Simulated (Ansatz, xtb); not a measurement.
**Relative energy of two structures of C2H5Ge+**

Structure a: a singlet given by its coordinates. Structure b: a singlet given by its coordinates. Both are isolated ions in the gas phase, relaxed with B3LYP-D3(BJ)/def2-SVP.

a (Å):

```tsv
atom	x (Å)	y (Å)	z (Å)
C	1.5038	-1.4559	-0.9729
C	1.2088	0.0499	-1.2075
Ge	2.6052	1.2784	-0.6988
H	2.3741	-1.8006	-1.5500
H	0.6337	-2.0422	-1.3024
H	1.6733	-1.6824	0.0899
H	0.2985	0.3777	-0.6567
H	0.9921	0.2609	-2.2789
```

Close contacts (Å): C1–C2 1.55, C2–Ge3 1.93, C1–H4 1.10, C1–H5 1.10, C1–H6 1.10, C2–H7 1.11, C2–H8 1.11.

b (Å):

```xyz
8

C     0.7979   -1.1354   -1.1766
C     2.1221   -1.1266   -0.7903
Ge    2.0097    1.0958   -1.1152
H    -0.0147   -1.0609   -0.4456
H     0.5046   -1.2941   -2.2202
H     2.9164   -1.4040   -1.4961
H     2.3992   -1.1717    0.2715
H     0.4750    1.1295   -1.5687
```

Close contacts (Å): C1–C2 1.38, C1–Ge3 2.54, C2–Ge3 2.25, C1–H4 1.10, C1–H5 1.10, C2–H6 1.10, C2–H7 1.10, Ge3–H8 1.60.

Energies in hartree; the thermal terms are from B3LYP-D3(BJ)/def2-SVP harmonic frequencies (ideal gas, rigid rotor, one conformer each, 298.15 K, 1 atm) and include the zero-point energy:

|  | a | b |
| --- | --- | --- |
| E, CCSD(T)/def2-TZVP | −2154.344899 | −2154.328155 |
| zero-point energy | 0.062321 | 0.059290 |
| H(298 K) − E | 0.068164 | 0.064934 |
| G(298 K) − E | 0.033848 | 0.031665 |

Problem. Work out ΔE, ΔE₀, ΔH and ΔG for a → b in kcal/mol (1 Eh = 627.51 kcal/mol) and the equilibrium ratio [b]/[a].

Solution. 1. ΔE = −2154.328155 − (−2154.344899) = +0.016744 Eh = +10.51 kcal/mol.
2. ΔE₀ = ΔE + ΔZPE = +0.016744 + (−0.003031) Eh = +8.61 kcal/mol.
3. ΔH = ΔE + (−0.003230) Eh = +8.48 kcal/mol.
4. ΔG = ΔE + (−0.002183) Eh = +9.14 kcal/mol, so ΔS = (ΔH − ΔG)/T = −9.2 J/(mol K).
5. kT = 0.9442 mEh, so K = [b]/[a] = exp(−ΔG/kT) = exp(−15.42) ≈ 2.0 × 10^−7.

Structure a is favoured at this temperature. An error of 1 kcal/mol in ΔG would change K by a factor of 5.4. Mirror images and further conformers aren't counted.

Other levels gave ΔE = +16.1 (GFN2-xTB); +38.8 (HF/STO-3G, GFN2-xTB geometries); +9.4 (r2SCAN-D4/def2-SVP, GFN2-xTB geometries); +10.3 (B3LYP-D3(BJ)/def2-SVP); +13.3 (HF/def2-TZVP); +11.7 (MP2/def2-TZVP) kcal/mol. The correlated steps freeze 11 core orbitals; the filled d shell of Ge is correlated, in a basis made for valence electrons. Programs: Ansatz 0.2.0, xtb 6.7.1.

Structure a is an ethylgermanium(II) cation with an ordinary Ge–C σ bond, whereas b is best read as HGe⁺ bound to ethene. In b the C–C distance of 1.38 Å retains much double-bond character, and the long, unequal Ge–C contacts indicate donation from the π bond into an empty germanium 4p orbital, skewed towards one carbon.

Going from a to b is formally a β-hydrogen shift that leaves germanium divalent. It exchanges a C–H bond for a weaker Ge–H bond and the Ge–C σ bond for a π bond plus a dative interaction, which together don't recover the cost. The softer Ge–H vibrations probably account for much of the lower zero-point energy of b, which narrows the gap without closing it. The negative ΔS suggests that ethene bound to HGe⁺ is held more stiffly than the ethyl chain in a.

Every level listed favours a, so the order of these two structures is well supported. Without a barrier for the hydrogen shift, however, the energies don't show whether b, once formed, would persist.
